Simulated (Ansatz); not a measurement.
**Ligand exchange: Sn(CH3)3I + In(CH3)2(OH) → Sn(CH3)3(OH) + In(CH3)2I**

Gas-phase species: Sn(CH3)3I (iodotrimethylstannane), singlet; In(CH3)2(OH), singlet; Sn(CH3)3(OH), singlet; In(CH3)2I, singlet. The partners trade I for OH: Sn–I and In–OH bonds give way to Sn–OH and In–I.

Shapes, held fixed at every level: PBE0-D4/def2-TZVP. Flexible molecules stand in one conformer, not always the lowest. Programs: Ansatz 0.2.0. Electronic energies: no zero-point or thermal term.

```tsv
level	kind	ΔE (kJ/mol)
HF/def2-SVP	Hartree–Fock	-32.6
HF/def2-TZVPP	Hartree–Fock	-34.4
SPW92/def2-TZVPP	LDA	-18.3
r2SCAN-D4/def2-TZVPP	meta-GGA	-21.7
PBE0-D4/def2-TZVPP	global hybrid	-21.6
wB97M-V/def2-TZVPP	range-separated hybrid	-22.0
MP2/def2-TZVPP	perturbation theory	-20.3
```

MP2/def2-TZVPP gives ΔE = -20.3 kJ/mol; the levels span -34.4 to -18.3. The median of the levels is -21.7. No measured value is set beside it here. For atoms past krypton def2 sets carry core potentials with scalar relativity. Outer-core shells of I, In, Sn are correlated, in sets that cover them unevenly.

Every level favours hydroxide on tin and iodide on indium, so the direction of the exchange is secure for the isolated monomers. The preference is modest, because one metal–iodine and one metal–oxygen bond are present on each side and much of their strength cancels. The likely cause is a hard–soft match: tin(IV), with the higher formal oxidation state, probably gains more than indium(III) from replacing large, polarisable iodide with small, hard hydroxide. Oxygen lone-pair donation into the empty p orbital of three-coordinate indium should work the other way, but evidently does not outweigh this.

Hartree–Fock exaggerates the driving force relative to all the correlated levels, and the larger basis does not close the gap. Electron correlation therefore favours the reactants, perhaps in part because iodine has three methyl neighbours on tin and only two on indium. The result does not carry over directly to the condensed phase, where dimethylindium hydroxides and iodides tend to associate through bridging ligands.
